**Spin splitting, eigenvalues and radii of the 3p shell of Ti⁵⁺ from LDA to Hartree-Fock**

The table holds 3p eigenvalues, mean radii, their spin splitting, the Hartree energy and the Lamb shielding of Ti⁵⁺ (three up and two down 3p electrons) from a spherical, spin-polarised, scalar X2C B-spline calculation with five semilocal functionals and Hartree-Fock. The program tests exchange counting with Slater integrals ($F^2/5$ for 3p, $G^1/3$ for 3s), the Janak offset between eigenvalue and ionisation energy, a proportionality between radius difference and splitting, and the shell shares of the shielding. The counting comes within 4 % of both Hartree-Fock splittings, whereas the functionals split 3s and 3p almost equally and reach 59 to 85 % of the Hartree-Fock 3p value. Semilocal eigenvalues lie about 10 eV above minus the ionisation energy, 81 to 84 % of $F^0/2$, while their total-energy differences are within 0.35 eV of the tabulated value. Hydrogenic scaling overestimates the up-down radius difference about twofold and has the wrong sign from LDA to Hartree-Fock, and the shielding, 89 % from the core, varies by only 0.16 %.

Ti⁵⁺ ([Ne] 3s² 3p⁵, with three 3p electrons up and two down), computed with B-spline radial atomic code 1: all-electron, spin-polarised, scalar-relativistic (spin-free one-electron X2C), Fermi nucleus, basis-set limit. The density functionals use spherical fractional occupations, Hartree-Fock an average of configuration; orbital energies are eigenvalues.

## Numerical check

```python
# Table: Ti5+ 3s2 3p(3 up + 2 down), B-spline atomic code, scalar X2C, LDA/GGA/meta-GGA/Hartree-Fock:
# 3p eigenvalues, mean radii, spin splitting, Hartree energy, Lamb shielding.
# Tested: exchange counting (F2/5, G1/3), Janak offset, radius versus level, core share of shielding.
T = {
    'method': ['LDA PW92', 'PBEsol', 'BP86', 'TPSS', 'SCAN', 'Hartree-Fock'],
    'rung': ['LDA', 'GGA', 'GGA', 'meta-GGA', 'meta-GGA', 'Hartree-Fock'],
    'exact_exchange': ['0', '0', '0', '0', '0', '100 %'],
    'orbital_energy_3p_up': [-4.0794, -4.0773, -4.0842, -4.094, -4.1206, -4.4689],  # hartree
    'orbital_energy_3p_down': [-4.0232, -4.0164, -4.0242, -4.0266, -4.0393, -4.3738],  # hartree
    'orbital_mean_radius_3p_up': [0.99314, 0.9933, 0.99253, 0.99351, 0.99345, 0.99805],  # bohr
    'orbital_mean_radius_3p_down': [0.99655, 0.99666, 0.9958, 0.99738, 0.99811, 1.0027],  # bohr
    'gap': [0.0562, 0.0609, 0.06, 0.0674, 0.0813, 0.0951],  # hartree
    'hartree_energy': [302.78, 302.89, 303.1, 303.01, 303.04, None],  # hartree
    'lamb_diamagnetic_shielding': [1591, 1593, 1594, 1594, 1594, 1593],  # ppm
}
import numpy as np
from scipy.constants import physical_constants as pc, alpha
Ha = pc['Hartree energy in eV'][0]; Z = 22
m = T['method']; A = lambda k: np.array([np.nan if x is None else x for x in T[k]], float)
eu, ed, gap = A('orbital_energy_3p_up'), A('orbital_energy_3p_down'), A('gap')
ru, rd, EH = A('orbital_mean_radius_3p_up'), A('orbital_mean_radius_3p_down'), A('hartree_energy')
h = m.index('Hartree-Fock'); l = m.index('LDA PW92'); s = np.arange(len(m)) != h
# Typed from further outputs of the same runs: 3s up, 3s down (Ha), Delta-SCF IE (eV), xc or HF e-e (Ha), Lamb (ppm)
X = {'LDA PW92': (-4.983641, -4.925587, 119.8081, -37.82923, 1591.423),
     'PBEsol': (-4.98985, -4.926985, 119.5573, -38.78494, 1592.584),
     'BP86': (-5.000503, -4.938343, 119.7931, -40.1075, 1593.929),
     'TPSS': (-5.030062, -4.958835, 119.7494, -40.03639, 1593.752),
     'SCAN': (-5.080624, -4.997689, 119.8797, -40.07602, 1593.803),
     'Hartree-Fock': (-5.636848, -5.426845, 118.0759, 263.6145, 1593.489)}
su, sd, IE, xc, lamb = np.array([X[k] for k in m]).T
IEtab = 119.533  # tabulated semi-empirical value in the outputs, +-0.025 eV
# Slater integrals (eV), outputs: F0(3p dn,dn), F2(3p up,dn), G1 up, G1 down
SI = {'LDA PW92': (24.60209, 12.4767, 16.75793, 16.70507), 'PBEsol': (24.59881, 12.5039, 16.79097, 16.73804)}
g3s = sd - su
print('rounding floors: gap 0.00005 Ha, level 0.0014 eV, radius 0.000005 (HF down 0.00005) bohr, Lamb 0.5 ppm')
print('A. method: gap3p Ha, eV, % of HF | gap3s Ha, % of HF | 3s/3p')
for i, k in enumerate(m):
    print(f'{k}: {gap[i]:.4f} {gap[i]*Ha:.2f} {100*gap[i]/gap[h]:.0f}% | {g3s[i]:.4f} {100*g3s[i]/g3s[h]:.0f}% | {g3s[i]/gap[i]:.2f}')
print(f'PBEsol-BP86 gap {gap[m.index("PBEsol")]-gap[m.index("BP86")]:.4f} Ha; HF/LDA {gap[h]/gap[l]:.2f}; gap/|e_dn| LDA {100*gap[l]/-ed[l]:.1f}% HF {100*gap[h]/-ed[h]:.1f}%')
for k, (F0, F2, Gu, Gd) in SI.items():
    a, b, c = F2/5/Ha, (Gu+Gd)/6/Ha, (F0/3+2*F2/15)/Ha
    print(f'{k} integrals: F2/5 {a:.4f} Ha, vs HF {a-gap[h]:+.4f} ({100*(a/gap[h]-1):+.1f}%); G1/3 {b:.4f}, vs HF {b-g3s[h]:+.4f} ({100*(b/g3s[h]-1):+.1f}%)')
    print(f'  fractional-HF gap F0/3+2F2/15 {c:.3f} Ha ({c/a:.1f} x F2/5); F0/2 {F0/2:.2f} eV; exchange-reduced {(F0-c*Ha)/2:.2f} eV')
print('B. method: -e_dn eV, IE eV, IE+e_dn, IE-tab, -e_dn-tab, (IE+e_dn)/(F0/2 LDA)')
off = IE + ed*Ha
for i, k in enumerate(m):
    print(f'{k}: {-ed[i]*Ha:.2f} {IE[i]:.2f} {off[i]:+.2f} {IE[i]-IEtab:+.2f} {-ed[i]*Ha-IEtab:+.2f} {off[i]/(SI["LDA PW92"][0]/2):+.2f}')
print(f'HF below LDA: up {eu[l]-eu[h]:.4f} Ha ({100*(eu[h]/eu[l]-1):.1f}%), down {ed[l]-ed[h]:.4f} Ha = {(ed[l]-ed[h])*Ha:.2f} eV')
print(f'semilocal spread: e_up {np.ptp(eu[s]):.4f}, e_dn {np.ptp(ed[s]):.4f}, gap {np.ptp(gap[s]):.4f} Ha; IE {np.ptp(IE[s]):.2f} eV')
print(f'spin-orbit zeta, unscreened upper estimate (order only): {alpha**2/2*Z*36.92*Ha:.1f} eV')  # <r^-3> LDA output
dr = rd - ru; c = (dr[s]@gap[s])/(gap[s]@gap[s])
print(f'C. dr = c*gap fitted to semilocal rows (HF non-local, left out): c = {c:.4f} bohr/Ha')
print('method: dr bohr, dr/r %, fit error %, hydrogenic gap/2|e| %, hydrogenic/actual')
for i, k in enumerate(m):
    rel = dr[i]/ru[i]; hy = gap[i]/(-eu[i]-ed[i])
    print(f'{k}: {dr[i]:.5f} {100*rel:.2f} {100*(c*gap[i]/dr[i]-1):+.0f} {100*hy:.2f} {hy/rel:.1f}')
print(f'HF radius vs LDA: up {100*(ru[h]/ru[l]-1):+.2f}%, down {100*(rd[h]/rd[l]-1):+.2f}%; hydrogenic up {100*(np.sqrt(eu[l]/eu[h])-1):+.1f}%')
print(f'semilocal radius spread: up {np.ptp(ru[s]):.5f}, down {np.ptp(rd[s]):.5f} bohr')
occ = np.array([1, 1, 1, 1, 3, 3, 1, 1, 3, 2])  # 1s,2s,2p,3s,3p up/down; <1/r> from outputs
R = {'LDA PW92': [21.97162, 21.97265, 4.569472, 4.570156, 4.452087, 4.452212, 1.485315, 1.481884, 1.380007, 1.375675],
     'Hartree-Fock': [22.02407, 22.02651, 4.618415, 4.618424, 4.469043, 4.46028, 1.467821, 1.458587, 1.354566, 1.353126]}
print(f'D. Lamb = alpha^2/3 sum<1/r> (definition), {alpha**2/3*1e6:.2f} ppm*bohr; parts 1s 2s 2p 3s 3p')
P = {}
for k, v in R.items():
    P[k] = p = (alpha**2/3*1e6*occ*np.array(v)).reshape(5, 2).sum(1)
    print(f'{k}: {np.round(p,1)} sum {p.sum():.1f} ppm; 1s {100*p[0]/p.sum():.0f}%, 1s-2p {100*p[:3].sum()/p.sum():.0f}%, 3p {100*p[4]/p.sum():.1f}%')
print('HF-LDA by shell (ppm):', np.round(P['Hartree-Fock']-P['LDA PW92'], 1))
print(f'Lamb spread {np.ptp(lamb):.1f} ppm ({100*np.ptp(lamb)/lamb.mean():.2f}%); (Z alpha)^2 = {100*(Z*alpha)**2:.1f}%')
print(f'Hartree spread {np.ptp(EH[s]):.2f} Ha ({100*np.ptp(EH[s])/EH[s].mean():.2f}%); correlation with Lamb r = {np.corrcoef(EH[s], lamb[s])[0,1]:.2f}')
print('E_H+E_xc (Ha):', np.round(EH[s]+xc[s], 2), f'HF e-e {xc[h]:.2f}; minus HF:', np.round(EH[s]+xc[s]-xc[h], 2))
assert np.all(eu < ed) and np.all(ru < rd)
assert gap[h] > gap[s].max() and ru[h] > ru[s].max() and eu[h] < eu[s].min()
assert abs(SI['LDA PW92'][1]/5/Ha/gap[h]-1) < 0.1 and g3s[h] > 2*gap[h]
assert np.all(off[s] > 5) and off[h] < 0
```

Output:

```
rounding floors: gap 0.00005 Ha, level 0.0014 eV, radius 0.000005 (HF down 0.00005) bohr, Lamb 0.5 ppm
A. method: gap3p Ha, eV, % of HF | gap3s Ha, % of HF | 3s/3p
LDA PW92: 0.0562 1.53 59% | 0.0581 28% | 1.03
PBEsol: 0.0609 1.66 64% | 0.0629 30% | 1.03
BP86: 0.0600 1.63 63% | 0.0622 30% | 1.04
TPSS: 0.0674 1.83 71% | 0.0712 34% | 1.06
SCAN: 0.0813 2.21 85% | 0.0829 39% | 1.02
Hartree-Fock: 0.0951 2.59 100% | 0.2100 100% | 2.21
PBEsol-BP86 gap 0.0009 Ha; HF/LDA 1.69; gap/|e_dn| LDA 1.4% HF 2.2%
LDA PW92 integrals: F2/5 0.0917 Ha, vs HF -0.0034 (-3.6%); G1/3 0.2050, vs HF -0.0050 (-2.4%)
  fractional-HF gap F0/3+2F2/15 0.363 Ha (4.0 x F2/5); F0/2 12.30 eV; exchange-reduced 7.37 eV
PBEsol integrals: F2/5 0.0919 Ha, vs HF -0.0032 (-3.4%); G1/3 0.2054, vs HF -0.0046 (-2.2%)
  fractional-HF gap F0/3+2F2/15 0.363 Ha (3.9 x F2/5); F0/2 12.30 eV; exchange-reduced 7.37 eV
B. method: -e_dn eV, IE eV, IE+e_dn, IE-tab, -e_dn-tab, (IE+e_dn)/(F0/2 LDA)
LDA PW92: 109.48 119.81 +10.33 +0.28 -10.06 +0.84
PBEsol: 109.29 119.56 +10.27 +0.02 -10.24 +0.83
BP86: 109.50 119.79 +10.29 +0.26 -10.03 +0.84
TPSS: 109.57 119.75 +10.18 +0.22 -9.96 +0.83
SCAN: 109.91 119.88 +9.96 +0.35 -9.62 +0.81
Hartree-Fock: 119.02 118.08 -0.94 -1.46 -0.52 -0.08
HF below LDA: up 0.3895 Ha (9.5%), down 0.3506 Ha = 9.54 eV
semilocal spread: e_up 0.0433, e_dn 0.0229, gap 0.0251 Ha; IE 0.32 eV
spin-orbit zeta, unscreened upper estimate (order only): 0.6 eV
C. dr = c*gap fitted to semilocal rows (HF non-local, left out): c = 0.0570 bohr/Ha
method: dr bohr, dr/r %, fit error %, hydrogenic gap/2|e| %, hydrogenic/actual
LDA PW92: 0.00341 0.34 -6 0.69 2.0
PBEsol: 0.00336 0.34 +3 0.75 2.2
BP86: 0.00327 0.33 +5 0.74 2.2
TPSS: 0.00387 0.39 -1 0.83 2.1
SCAN: 0.00466 0.47 -1 1.00 2.1
Hartree-Fock: 0.00465 0.47 +17 1.08 2.3
HF radius vs LDA: up +0.49%, down +0.62%; hydrogenic up -4.5%
semilocal radius spread: up 0.00098, down 0.00231 bohr
D. Lamb = alpha^2/3 sum<1/r> (definition), 17.75 ppm*bohr; parts 1s 2s 2p 3s 3p
LDA PW92: [780.  162.2 474.2  52.7 122.3] sum 1591.4 ppm; 1s 49%, 1s-2p 89%, 3p 7.7%
Hartree-Fock: [781.9 164.  475.5  51.9 120.2] sum 1593.5 ppm; 1s 49%, 1s-2p 89%, 3p 7.5%
HF-LDA by shell (ppm): [ 1.9  1.7  1.3 -0.7 -2.2]
Lamb spread 2.5 ppm (0.16%); (Z alpha)^2 = 2.6%
Hartree spread 0.32 Ha (0.11%); correlation with Lamb r = 0.98
E_H+E_xc (Ha): [264.95 264.11 262.99 262.97 262.96] HF e-e 263.61; minus HF: [ 1.34  0.49 -0.62 -0.64 -0.65]
```
